Q: Suppose I stretch a CdS crystal evenly in all directions. The atoms overlap less, so the bands become narrower. Two narrower bands should leave more empty energy between them, so the gap should open. Is that right?

A: The first half is right. Far apart, atoms have sharp levels, and bringing them together spreads those levels into bands. If the middle of each band stayed where it was, pulling the atoms apart would indeed widen the gap. The calculation can test this, because it changes the size of the cell and keeps its proportions.

Ansatz 0.2.0, PBE with PAW potentials and a 420 eV plane-wave cutoff: wurtzite CdS under hydrostatic strain, with atomic positions relaxed in r2SCAN. The k mesh is 12×12×4, with Fermi–Dirac smearing of 0.02 eV and no spin–orbit coupling. Gaps are the smallest found over the mesh and the points Γ, M, K, A, L and H.

```
volume (Å³/atom)     c/a  shortest distance (Å)  band gap (eV)  least direct gap (eV)
          21.197  1.6246                  2.396          1.566                  1.566
          22.478  1.6247                  2.443          1.447                  1.447
          23.188  1.6246                  2.468          1.380                  1.380
          23.781  1.6247                  2.489          1.324                  1.324
          23.913  1.6247                  2.494          1.312                  1.312
          24.652  1.6246                  2.519          1.243                  1.243
          25.407  1.6246                  2.545          1.173                  1.173
          25.790  1.6246                  2.557          1.138                  1.138
          26.177  1.6247                  2.570          1.102                  1.102
          26.962  1.6246                  2.595          1.032                  1.032
          27.763  1.6247                  2.621          0.961                  0.961
          28.579  1.6247                  2.646          0.891                  0.891
```

Q: The gap does the opposite.

A: It falls at every step of expansion, from 1.566 to 0.891 eV, while the shortest Cd–S distance grows by about 10 %. Both band edges stay at Γ, the centre of the Brillouin zone, so the fall doesn't come from an edge moving to another point. The fixed middle is what fails in your picture, because contact between neighbours also sets where the bands lie.

Q: What does contact with the neighbours do to the two edges?

A: The lowest conduction state is mostly a Cd s orbital mixed out of phase with S s. Such an antibonding state is pushed up by the overlap. The highest valence state is mostly S p, mixed in phase with Cd p, and that bonding contact pulls it down. Strong overlap therefore holds the two edges apart, and expansion lets them approach each other. These orbital characters are the standard ones for a tetrahedral compound of this kind.

Q: CdS is also fairly ionic. Couldn't electrostatics do the same job?

A: It could. An electron on Cd sits among negative sulfur neighbours, which raises its energy, while one on S sits among positive cadmium neighbours, which lowers it. Moving the ions apart weakens both effects, so the gap shrinks again. The direction of the trend can't separate this cause from overlap.

Q: Then what can?

A: The way the trend bends is worth trying. Both causes fade with distance, so both should act most strongly when the atoms are close. Let x be the Cd–S distance divided by its value in the unstrained cell, at 25.407 Å³ per atom. Either cause alone then gives

gap = A + B/xⁿ

with B positive. For overlap, n = 2 is the usual estimate of the coupling between neighbours, and the fit below uses it. The shift of a level can fall faster, towards n = 4, when the mixing levels lie far apart. For electrostatics at fixed charges, n = 1. Since volume V grows as x³, the slope is

d(gap)/d(ln V) = −(n/3) B/xⁿ

and its size must shrink as the crystal expands, whatever the positive value of n.

Q: Does it shrink?

A: No, it grows. The computed slope is −2.07 eV over the three smallest volumes and −2.42 eV over the three largest. Overlap alone, fitted to all twelve rows, gives −2.44 and −2.10 eV, which is the reverse order. Electrostatics alone fails in the same way. It fits slightly better, but only because its curve bends less in the wrong direction, so that is no evidence in its favour.

Q: So both explanations are wrong?

A: Each is incomplete, and so is their sum, because adding two terms of this form, each with B positive, can't give a slope that grows. Still, either formula stays within 0.03 eV of every computed gap, so a contribution that fades with distance can account for most of the change. If these power laws hold, the bend means that something else works against it, and does so most strongly under compression. A good candidate is the filled d shell of cadmium, which lies below the valence top. When S p and Cd d states mix, the upper one is pushed higher, and that narrows the gap.

Q: Why would that matter more when the crystal is squeezed?

A: Because d orbitals are compact. Their coupling to a neighbour's p orbital falls roughly as 1/x^3.5, and the resulting shift goes as the square of the coupling, so as 1/x⁷. On expansion the push therefore weakens faster than the overlap term. On compression it grows faster, and cancels part of the widening caused by overlap. Adding it to the overlap formula and fitting all twelve rows gives, in eV,

gap = −4.185 + 6.099/x² − 0.741/x⁷

Q: Can you show me that cancellation in one case?

A: Take the smallest cell, which was part of the fit. Its volume is 21.197 Å³ per atom, so

1/x² = (25.407/21.197)^(2/3) = 1.128
1/x⁷ = (25.407/21.197)^(7/3) = 1.526

Relative to the unstrained cell, the gap should change by

6.099 × 0.128 − 0.741 × 0.526 = 0.78 − 0.39 = 0.39 eV

The computed change is 1.566 − 1.173 = 0.393 eV. In this model, the opposing term removes half of the widening that the first term would bring.

Q: Does such a good match settle the case for the d shell?

A: It doesn't. The formula reproduces every row to within 0.001 eV, but three adjustable constants can follow a smooth curve of twelve points very closely. Another opposing effect that grows fast under compression could do the same, so the d shell remains an argument from theory. PBE tends to place the Cd d levels too close to the valence top, which would exaggerate their push. Nor does the fit show that the widening comes from overlap rather than electrostatics, since the power 2 was assumed. The constants also compensate one another. The −4.185 eV, for instance, is not the gap of separated atoms, and the formula should not be carried to that limit.

Q: The calculation also gives the energy of each edge. Why not simply see which one moves?

A: On expansion the conduction edge drops by 5.0 eV and the valence edge by 4.3 eV, which looks like an answer. But each crystal's energies are counted from its own internal zero, and that zero shifts with volume. A common shift accounts for an unknown part of both numbers. Only their difference, the 0.7 eV by which the gap closes, has a meaning here.

Q: What can I use in practice?

A: In PBE, 1 % more volume near the unstrained cell lowers the gap by about 23 meV. This holds for even expansion only, and heating a real crystal also changes the gap through lattice vibrations. The absolute gaps are much too small, as is usual for PBE: measured values are roughly 2.5 eV. At the smallest volume the calculated pressure is about 17 GPa, where real CdS would long since have changed to the rocksalt structure, so that end of the series describes wurtzite held in place by the calculation.

Q: And if I meet a related semiconductor?

A: Ask first which states form the edges. If the gap is direct, with an antibonding s-like conduction edge as here, expect it to narrow on expansion, as it does in GaAs. Band width alone won't tell you the direction. The slopes and the three fits are in the printed analysis below.

Numerical output:

```
fall of the gap from smallest to largest volume, eV: 0.675
growth of the shortest distance over the series, percent: 10.43
computed slope of gap against ln V, three smallest volumes, eV: -2.072
computed slope of gap against ln V, around the unstrained cell, eV: -2.349
computed slope of gap against ln V, three largest volumes, eV: -2.421
gap change for 1 percent more volume near the unstrained cell, meV: -23.49
fit of band_gap on 12 rows: constant -2.181 +/- 0.068, coefficient of inv2 3.345 +/- 0.067; rms 0.0122, worst 21.197 0.0268, leave-one-out rms 0.0175
fit of band_gap on 12 rows: constant -5.598 +/- 0.1, coefficient of inv1 6.764 +/- 0.1; rms 0.00928, worst 21.197 0.0209, leave-one-out rms 0.0133
fit of band_gap on 12 rows: constant -4.185 +/- 0.014, coefficient of inv2 6.099 +/- 0.019, coefficient of inv7 -0.7409 +/- 0.005; rms 0.000248, worst 26.177 0.000572, leave-one-out rms 0.000388
slope from overlap alone, three smallest volumes, eV: -2.442
slope from overlap alone, three largest volumes, eV: -2.102
slope from site potentials alone, three smallest volumes, eV: -2.36
slope from site potentials alone, three largest volumes, eV: -2.189
fall of the raw conduction edge over the series, eV: 4.962
fall of the raw valence edge over the series, eV: 4.288
```
